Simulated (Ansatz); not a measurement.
# TiRh: pressure and energy less free atoms against volume per atom

Periodic Kohn-Sham DFT of a crystal at fixed atoms; pressure and stress are positive in compression; the energy is the free energy less that of spherical unpolarised free atoms; site moments are those in the method's own spheres, positive along +z. The results are calculated, by Ansatz 0.2.0.

Cell of the first row (space group P4/mmm, No. 123):
```
CELL_PARAMETERS angstrom
2.92700 0.00000 0.00000
0.00000 2.92700 0.00000
0.00000 0.00000 3.28160
ATOMIC_POSITIONS crystal
Ti 0.50000 0.50000 0.50000
Rh 0.00000 0.00000 0.00000
```

Settings of every row: method all-electron LAPW; functional PBEsol; relativity scalar; k mesh 11x11x10; filling fermi-dirac; smearing width 0.05 eV; basis error target 1 meV/atom; nucleus gaussian.

Atom start moment: 0 on all atoms.

```csv
row,volume per atom (Å³),pressure (GPa),energy less free atoms (eV/atom)
1,14.057,6.066,-8.4246
2,14.356,?,?
3,14.656,-2.933,-8.4298
4,14.805,-4.884,-8.4262
5,14.955,-6.73,-8.4207
6,15.104,-8.473,-8.4136
7,15.254,-10.121,-8.4049
8,15.553,-13.15,-8.3832
9,15.852,-15.852,-8.356
```

Question: what pressure and energy less free atoms should row 2 give?

Worked fit of pressure. Take u = (V_r/V)^(2/3) − 1 with V_r = 15.029 Å³ an atom, which is twice the finite (Eulerian) strain; such expansions in the strain, on which the Birch-Murnaghan equation of state is built, carry the rest volume and the bulk modulus. The shown rows have u = 0.04558, 0.0169, 0.01006, 0.0033, -0.00331, -0.00986, -0.02259, -0.03492. Least squares give pressure = −7.6071 + 262.94 × u + 787.98 × u² + 544 × u³ GPa; a parabola predicts inner rows, each left out in turn, worse (root mean square 0.0086 against 0.004 GPa). The rows lie off it by 0.000, 0.003, -0.002, 0.001, -0.004, 0.003, 0.001, -0.001. The pressure vanishes at u = 0.0267, or V = 14.45 Å³ an atom, and there the bulk modulus at fixed shape and fractions is B = −V dP/dV = (2/3)(1 + u) dP/du = 210 GPa. Letting shape and atoms relax would as a rule lower it, by much in layered, chain or molecular crystals. The withheld row has u = 0.03101, so the fit gives −7.6071 + 262.94 × (0.03101) + 787.98 × (0.03101)² + 544 × (0.03101)³ = 1.321 GPa.

The calculation gave 1.316 GPa. The fit lies 0.005 GPa (0.023 % of the column's range) above it; its largest miss of a shown row is 0.004 GPa.

Worked fit of energy less free atoms. Take u = (V_r/V)^(2/3) − 1 with V_r = 15.029 Å³ an atom, which is twice the finite (Eulerian) strain; such expansions in the strain, on which the Birch-Murnaghan equation of state is built, carry the rest volume and the bulk modulus. The shown rows have u = 0.04558, 0.0169, 0.01006, 0.0033, -0.00331, -0.00986, -0.02259, -0.03492. Least squares give energy less free atoms = −8.41741 − 1.0652 × u + 19.894 × u² eV/atom; a straight line predicts inner rows, each left out in turn, worse (root mean square 0.01 against 7.8e-05 eV/atom). The rows lie off it by 0.0000, -0.0001, -0.0001, 0.0000, 0.0001, 0.0001, 0.0000, 0.0000. Its lowest point lies at u = 0.0268, or V = 14.45 Å³ an atom, and the curvature there gives the bulk modulus at fixed shape and fractions, B = (4/9)(1 + u)² E″(u)/V = 207 GPa. Letting shape and atoms relax would as a rule lower it, by much in layered, chain or molecular crystals. The withheld row has u = 0.03101, so the fit gives −8.41741 − 1.0652 × (0.03101) + 19.894 × (0.03101)² = -8.4313 eV/atom.

The calculation gave -8.4314 eV/atom. The fit lies 0.0001 eV/atom (0.13 % of the column's range) above it, one unit of the last digit.
